**Q.** Here are six ionisation energies of germanium ions from Dirac-Hartree-Fock runs, shuffled and stripped of their labels, with the candidates beside them. How far can the rows be named from the values alone?

Ionisation energies of Ge and its ions from four-component Dirac-Coulomb Hartree-Fock (B-spline radial atomic code version 1, Fermi nucleus, basis-set limit), as differences of self-consistent energies averaged over the nl configuration or over the jj configuration with j = l − 1/2 filled first. Both include first-order Breit, QED and recoil terms; NIST values are between ground levels. Candidates: Ge9+, Ge12+, Ge16+, Ge19+, Ge23+, Ge27+.

| row | IE, nl average (eV) | IE, low j first (eV) | low j first less nl average (eV) |
| --- | --- | --- | --- |
| A | 363.764 | 364.599 | 0.84 |
| B | 246.889 | 245.807 | -1.08 |
| C | 611.834 | 610.180 | -1.65 |
| D | 2860.14 | 2884.97 | 24.83 |
| E | 2316.36 | 2305.69 | -10.67 |
| F | 743.258 | 747.843 | 4.59 |

**A.** Three sizes do most of the work. An $n=3$ electron of a germanium ion costs some hundreds of eV to remove, an $n=2$ electron a few thousand. The spin-orbit constant is tens of eV for 2p, a few eV for 3p and a few tenths of an eV for 3d. And the term structure of an open shell moves an ionisation energy by several eV.

That last size sets the limit on use. Neither computed column contains electron correlation, and neither in general runs from ground level to ground level as the NIST column does. "IE, nl average" is the difference of two energies averaged over all states of the $nl$ configuration. "IE, low j first" averages only over the states in which $j=l-\tfrac12$ is filled before $j=l+\tfrac12$, an occupation that need not be the lowest. I call their difference $\delta$, the column "low j first less nl average". It compares two averages of one calculation and is not an error against nature.

**Q.** Counting electrons, the candidates are Ge⁹⁺ 3d⁵, Ge¹²⁺ 3d², Ge¹⁶⁺ 3p⁴, Ge¹⁹⁺ 3p¹, Ge²³⁺ 2p⁵ and Ge²⁷⁺ 2p¹. What does the size of IE settle?

**A.** The departing electron feels more than the charge $q+1$ seen from far outside an ion of charge $q$, because it penetrates the other shells, and less than the bare nucleus $Z=32$. With the hydrogenic energy $13.6\ \text{eV}\times Z_\text{eff}^2/n^2$ this gives a floor and a ceiling. The ceiling for $n=3$ is $13.6\times 32^2/9\approx1550$ eV, so D (2860 eV) and E (2316 eV) are 2p ions. The floors of the six candidates, in order of charge, are 151, 255, 437, 605, 1959 and 2667 eV. E lies below 2667 eV, so it is Ge²³⁺ and D is Ge²⁷⁺. B, at 247 eV, lies below 255 eV and can only be Ge⁹⁺; A, at 364 eV, lies below 437 eV and is then Ge¹²⁺. The floors do not separate C from F, since 612 and 743 eV both exceed 605 eV. Here the general rule serves that each further electron is harder to remove than the last: C is Ge¹⁶⁺ and F is Ge¹⁹⁺.

The spacing agrees. B to A is $(363.8-246.9)/3=39$ eV per charge and C to F is $(743.3-611.8)/3=44$ eV, while A to C is $(611.8-363.8)/4=62$ eV, as it should be where 3d gives way to the more penetrating 3p. F to E is a factor of 3.12, the step to $n=2$.

**Q.** That ignores $\delta$. Why does it change sign from row to row?

**A.** Spin-orbit coupling splits an $nl$ shell into a lower group of $2l$ states and an upper group of $2l+2$, with the centre of gravity unmoved. The nl average removes an electron from that centre. The low-j-first scheme removes it from the lower group while the shell holds $2l$ electrons or fewer, which costs more, and from the upper group beyond that, which costs less. From $\zeta\,\mathbf l\cdot\mathbf s=\tfrac{\zeta}{2}[j(j+1)-l(l+1)-\tfrac34]$, with $\zeta$ the spin-orbit constant, the groups lie at $-(l+1)\zeta/2$ and $+l\zeta/2$. To first approximation $\delta$ is $+\zeta$ or $-\zeta/2$ in a p shell and $+\tfrac32\zeta$ or $-\zeta$ in a d shell.

So 3d², 3p¹ and 2p¹ should be positive, and 3d⁵, 3p⁴ and 2p⁵ negative. The rows in the order B, A, C, F, E, D have the signs $-,+,-,+,-,+$, which matches the assignment, and in particular decides C against F without appeal to the order of IE.

For the size, hydrogenic theory gives $\zeta=\alpha^2\,(13.6\ \text{eV})\,Z_\text{eff}^4/[n^3\,l(l+\tfrac12)(l+1)]$, with $\alpha$ the fine-structure constant. For 2p with a guessed $Z_\text{eff}$ of 30 that is about 24 eV, of which only the order should be trusted. The denominator alone makes 3p weaker than 2p by $27/8$ and 3d weaker than 3p by 5, and outer shells are screened more. The positive rows, 24.83, 4.59 and 0.84 eV, fall into 2p, 3p, 3d accordingly.

**Q.** Which assignments are sure, then?

**A.** All six, once IE is used: each rests on the size or order of IE and is confirmed by the sign of $\delta$. From $\delta$ alone, D, F and A are sure by sign and size, and E is sure as the only negative value of order 10 eV. B ($-1.08$ eV) and C ($-1.65$ eV) remain ambiguous. A d⁵ and a p⁴ ion with constants an order of magnitude apart give $\delta$ of similar size, which shows that spin-orbit coupling is not the whole of it. The labels are these.

Ionisation energies of Ge and its ions from four-component Dirac-Coulomb Hartree-Fock (B-spline radial atomic code version 1, Fermi nucleus, basis-set limit), as differences of self-consistent energies averaged over the nl configuration or over the jj configuration with j = l − 1/2 filled first. Both include first-order Breit, QED and recoil terms; NIST values are between ground levels.

| species | Z | charge (e) | electrons | configuration | jj occupations, species → ion | IE, nl average (eV) | IE, low j first (eV) | low j first less nl average (eV) | NIST table (eV) | kind of table value | stated uncertainty (eV) |
| --- | --- | --- | --- | --- | --- | --- | --- | --- | --- | --- | --- |
| Ge | 32 | 0 | 32 | [Ar] 3d10 4s2 4p2 | (4p1/2)2 → (4p1/2)1 | 6.87464 | 6.60648 | -0.27 | 7.899435 | measured | 1.2e-05 |
| Ge5+ | 32 | 5 | 27 | [Ar] 3d9 | (3d3/2)4 (3d5/2)5 → (3d3/2)4 (3d5/2)4 | 116.151 | 115.786 | -0.37 | 115.9 | semi-empirical | 0.12 |
| Ge6+ | 32 | 6 | 26 | [Ar] 3d8 | (3d3/2)4 (3d5/2)4 → (3d3/2)4 (3d5/2)3 | 145.981 | 145.458 | -0.52 | 144.9 | theory | 1.5 |
| Ge7+ | 32 | 7 | 25 | [Ar] 3d7 | (3d3/2)4 (3d5/2)3 → (3d3/2)4 (3d5/2)2 | 177.763 | 177.068 | -0.70 | 176.4 | theory | 1.7 |
| Ge8+ | 32 | 8 | 24 | [Ar] 3d6 | (3d3/2)4 (3d5/2)2 → (3d3/2)4 (3d5/2)1 | 211.419 | 210.537 | -0.88 | 212.5 | theory | 2.1 |
| Ge9+ | 32 | 9 | 23 | [Ar] 3d5 | (3d3/2)4 (3d5/2)1 → (3d3/2)4 | 246.889 | 245.807 | -1.08 | 252.1 | theory | 2.2 |
| Ge10+ | 32 | 10 | 22 | [Ar] 3d4 | (3d3/2)4 → (3d3/2)3 | 284.127 | 285.418 | 1.29 | 286 | theory | 3 |
| Ge11+ | 32 | 11 | 21 | [Ar] 3d3 | (3d3/2)3 → (3d3/2)2 | 323.095 | 324.171 | 1.08 | 326 | theory | 2.5 |
| Ge12+ | 32 | 12 | 20 | [Ar] 3d2 | (3d3/2)2 → (3d3/2)1 | 363.764 | 364.599 | 0.84 | 367 | theory | 3 |
| Ge13+ | 32 | 13 | 19 | [Ar] 3d1 | (3d3/2)1 → closed | 406.107 | 406.677 | 0.57 | 407 | theory | 3 |
| Ge16+ | 32 | 16 | 16 | [Ne] 3s2 3p4 | (3p1/2)2 (3p3/2)2 → (3p1/2)2 (3p3/2)1 | 611.834 | 610.180 | -1.65 | 609.1 | semi-empirical | 0.8 |
| Ge17+ | 32 | 17 | 15 | [Ne] 3s2 3p3 | (3p1/2)2 (3p3/2)1 → (3p1/2)2 | 654.737 | 653.272 | -1.47 | 662.8 | semi-empirical | 1.9 |
| Ge18+ | 32 | 18 | 14 | [Ne] 3s2 3p2 | (3p1/2)2 → (3p1/2)1 | 698.547 | 700.920 | 2.37 | 706.7 | semi-empirical | 1 |
| Ge19+ | 32 | 19 | 13 | [Ne] 3s2 3p1 | (3p1/2)1 → closed | 743.258 | 747.843 | 4.59 | 744 | semi-empirical | 3 |
| Ge23+ | 32 | 23 | 9 | [He] 2s2 2p5 | (2p1/2)2 (2p3/2)3 → (2p1/2)2 (2p3/2)2 | 2316.36 | 2305.69 | -10.67 | 2304 | semi-empirical | 4 |
| Ge24+ | 32 | 24 | 8 | [He] 2s2 2p4 | (2p1/2)2 (2p3/2)2 → (2p1/2)2 (2p3/2)1 | 2447.95 | 2437.51 | -10.44 | 2439 | semi-empirical | 5 |
| Ge25+ | 32 | 25 | 7 | [He] 2s2 2p3 | (2p1/2)2 (2p3/2)1 → (2p1/2)2 | 2582.44 | 2572.25 | -10.19 | 2575 | semi-empirical | 19 |
| Ge26+ | 32 | 26 | 6 | [He] 2s2 2p2 | (2p1/2)2 → (2p1/2)1 | 2719.84 | 2737.18 | 17.34 | 2737.1 | semi-empirical | 2.3 |
| Ge27+ | 32 | 27 | 5 | [He] 2s2 2p1 | (2p1/2)1 → closed | 2860.14 | 2884.97 | 24.83 | 2881.9 | semi-empirical | 1.6 |

A is Ge¹²⁺, B Ge⁹⁺, C Ge¹⁶⁺, D Ge²⁷⁺, E Ge²³⁺ and F Ge¹⁹⁺. Both computed columns rise with charge in every row, and the nl average exceeds the hydrogenic floor in every row, by a factor of 1.07 at Ge²⁷⁺ and 8.08 at neutral Ge. The sign rule holds for all the ions and fails for the neutral atom.

**Q.** The full table raises a new puzzle. Filling the low-j group, $\delta$ falls in p (24.83 to 17.34 eV, 4.59 to 2.37 eV) but rises in d (0.57 to 1.29 eV). What is missing?

**A.** The repulsion within the shell. Choosing a jj occupation also selects which pair states the electrons occupy. Two p₁/₂ electrons form a single state, one third ¹S and two thirds ³P. In ¹S the electrons repel each other most, and its share in the average p² pair is only one fifteenth. The (p₁/₂)² pair is therefore raised against the average, and one of its electrons is easier to remove. In d₃/₂ the balance goes the other way.

Let $D(m)$ be the jj energy less the nl-average energy of an ion with $m$ electrons in the shell, so that $\delta=D(m-1)-D(m)$ and $D(0)=0$. The mean energy of a pair is $F^0$ less angular coefficients (built from squared 3j symbols) times the Slater integrals $F^2$ and $F^4$. With one radial function for both $j$, the p pairs are $F^0$, $F^0-F^2/10$ and $F^0-F^2/15$ for (½,½), (½,3/2) and (3/2,3/2), with 1, 8 and 6 states, and their mean is $F^0-0.08F^2$. Summing over pairs, the pair part of $D$ is $0,\ 0.08,\ 0.04,\ 0.0133,\ 0$ times $F^2$ for p¹ to p⁵. A d₃/₂ pair has $F^0-F^2/15$ against the mean $F^0-\tfrac{2}{63}(F^2+F^4)$, an excess of $-0.0349F^2+0.0317F^4$. This is negative when $F^4/F^2$ is below 1.1, and further output of the same calculation gives $12.14/19.19=0.63$ for 3d⁷. Each added d₃/₂ electron brings one more such pair than the last, so $\delta$ grows along 3d¹ to 3d⁴.

One electron or one hole has no pair term, so $\zeta$ can be read at the ends of a shell: $D(1)=-\zeta$ and $D(5)=-\zeta/2$ for p, $D(1)=-\tfrac32\zeta$ and $D(9)=-\zeta$ for d, with $D$ summed from the tabulated energies. This gives 24.83 and 21.74 eV for 2p, 0.380 and 0.225 eV for 3d, interpolated linearly in $m$. $F^2$ and $F^4$ come from that further output for two ions of each shell, extended linearly: 67.33 eV at 2p⁴, rising 1.09 eV per electron removed; 19.19 and 12.14 eV at 3d⁷, rising 0.80 and 0.54 eV.

**Q.** Could you work one row through?

**A.** Take Ge²⁶⁺, 2p² → 2p¹. The constant is $\zeta(2)=24.83-(24.83-21.74)/4=24.06$ eV and $F^2=67.33+2\times1.09=69.5$ eV. Then, with the constants unrounded, $D(2)=-2\zeta(2)+0.08F^2=-42.55$ eV, of which the pair term is $+5.56$ eV, and $\delta=-24.83+42.55=17.72$ eV. The table has 17.34 eV, and spin-orbit coupling alone gives 23.3 eV. The row was not fitted by itself, but it enters $\zeta(5)$ through the sum, so the misses in 2p and in 3d add to zero by construction, and the one-electron rows are exact by construction. It has the largest miss of the model in eV: 0.38 eV, or 2 % of the tabulated $\delta$.

Row A goes the same way. With $\zeta(2)=0.361$ eV, $F^2=23.2$ eV and $F^4$ extended in the same way, $D(2)=-1.08-0.81+0.47=-1.42$ eV and $\delta=-0.57+1.42=0.85$ eV, against 0.84 eV in the table and 0.51 eV from spin-orbit coupling alone.

Over all rows of a shell, the root-mean-square miss in $\delta$ drops from 0.49 to 0.015 eV in 3d and from 3.1 to 0.20 eV in 2p when the pair term is added. Both remain well above the rounding, 0.001 eV for $n=3$ and 0.01 eV for 2p, and they are systematic: the model is too high while low $j$ is being emptied and too low for high $j$. The small difference of $F^0$ between the two $j$ is not the cause: in the further output the mixed pair lies almost exactly midway between the two like pairs, so the difference acts as a linear fall of $\zeta$, which the model already has. The Breit energies of the same runs supply most of the miss in 2p and roughly half of it in 3d: they contain an interaction within the shell that a linear $\zeta$ leaves out. The rest is left open. The ambiguity of B and C is now understood. Spin-orbit coupling alone gives $-0.42$ and $-2.29$ eV, and the pair term moves the two towards each other, to $-1.10$ and $-1.65$ eV. Row C, however, is part of a fit: in 3p the slope of $\zeta$ and a constant $F^2$ were fitted by least squares to the three values $D(2)$ to $D(4)$. The root-mean-square miss of 0.003 eV in 3p has one degree of freedom behind it, and the two constants trade against each other.

**Q.** Is there a check that does not take $\zeta$ from the table?

**A.** For four ions, $D$ can be rebuilt from the further output at frozen orbitals: remove the mean in-shell repulsion from the two orbital energies, then refill the shell with the jj occupations and the separate Slater integrals, and add the orbital Breit and QED shifts. This gives $-1.112$ eV for 3d⁷ (table $-1.113$), $-1.816$ for 3d⁶ ($-1.808$), $-21.58$ for 2p⁴ ($-21.54$) and $-32.12$ for 2p³ ($-31.98$). It is bookkeeping of the same calculation and no test against nature, but it shows the shares. In 2p³ the Breit term contributes $+0.87$ eV and QED $-0.08$ eV; in 3d⁷, $+0.050$ and $-0.003$ eV. The miss of 0.14 eV at 2p³, 0.4 % of the tabulated $D$, has the wrong sign for orbital relaxation, which could only lower the jj energy. Most of it lies in the Breit term: the total Breit energies of the two runs differ by more than the orbital shifts give, since shifts taken from the average configuration leave out how the Breit interaction within the shell changes with the occupation.

**Q.** And neutral Ge, negative although a 4p₁/₂ electron leaves?

**A.** There $\delta=2\zeta(\text{Ge})-\zeta(\text{Ge}^+)-0.08F^2=-0.27$ eV. The total energies of the runs show that (4p₁/₂)² lies above the average of 4p², so it is not the ground level. One row cannot separate the three terms, but the scaling argues for the sign. Along p shells $\zeta$ follows a high power of the effective charge and $F^2$ roughly the first power, so the pair term takes $5.56$ of $23.3$ eV at 2p², a larger share at 3p² (4.30 eV reduced to 2.37 eV), and more than all of it at 4p². A p² species that is both light and weakly charged should have negative $\delta$; a much heavier or more highly charged one, positive. Both columns fall short of the measured 7.90 eV, by 1.02 and 1.29 eV (13 and 16 % of it). Missing correlation and the lowering of the ground term act in that direction, and the numbers do not apportion them.

**Q.** Which column should be set beside NIST?

**A.** That depends on the shell, and apart from neutral Ge the NIST entries are semi-empirical or theoretical, with stated uncertainties up to 19 eV. As a third option I add to the nl average the pure LS ground level: the Hund term energy (for example $-\tfrac{9}{25}F^2$ for p³ and $-\tfrac{175}{441}(F^2+F^4)$ for d⁵) plus first-order spin-orbit coupling, with the constants above.

In 2p the root-mean-square distance from NIST is 14.6 eV for the nl average, 2.1 eV for low j first and 5.1 eV for LS. At Ge²⁶⁺ NIST lies 0.08 eV below the jj value and 9.7 eV above the LS value, with an uncertainty of 2.3 eV. That speaks against pure LS coupling, but the closeness to jj is a cancellation. Mixing of (2p₁/₂)² with (2p₃/₂)² puts the ground level of 2p² about 4 eV below the jj energy, with the constants above, and would raise the ionisation energy by as much; missing correlation must then lower it by a similar amount. Only Ge²⁷⁺ has its jj value outside the stated uncertainty, 3.07 eV above NIST against 1.6 eV. Both ends are single levels there, so term structure is not the cause. The mixing of 2s² with 2p², strongest when the 2p shell is empty, lowers the final ion and has the right sign; its size is not given by these runs.

In 3d the three distances are alike, 2.46, 2.44 and 2.42 eV, comparable with most of the uncertainties. The exception is Ge⁵⁺, stated to 0.12 eV, where the jj value is off by 0.11 eV and LS by 2.18 eV. The jj value leaves out both correlation and the term structure of the 3d⁸ ion, so its closeness is again a cancellation. The root-mean-square distance of LS is dominated by one row, 3d⁶. From 3d¹ to 3d⁵ LS is within 0.65 eV, and it accounts for the half-filled shell of row B, where NIST lies 5.21 eV above the nl average and LS supplies 4.60 eV. At 3d⁶ LS predicts the mirror drop of 5.44 eV, while NIST lies 1.08 eV above the average. The misfit of 6.5 eV is three times the stated uncertainty of a theoretical entry, and I have no cause for it.

In 3p neither limit works: 5.9 eV for both averages and 4.7 eV for LS, which leans on the fitted $F^2$. At 3p² and 3p³ NIST lies above the jj value by 5.8 and 9.5 eV and above LS by 5.4 and 6.7 eV, with uncertainties of 1 and 1.9 eV. Intermediate coupling puts a ground level below both limits, which raises the 3p² value since 3p¹ has no such mixing. With the fitted constants, the two-level problem of ³P₀ and ¹S₀, coupled by $\sqrt2\,\zeta$, makes this about 2 eV at 3p², less than half of the misfit. The rest, and the misfit at 3p³, are left open.
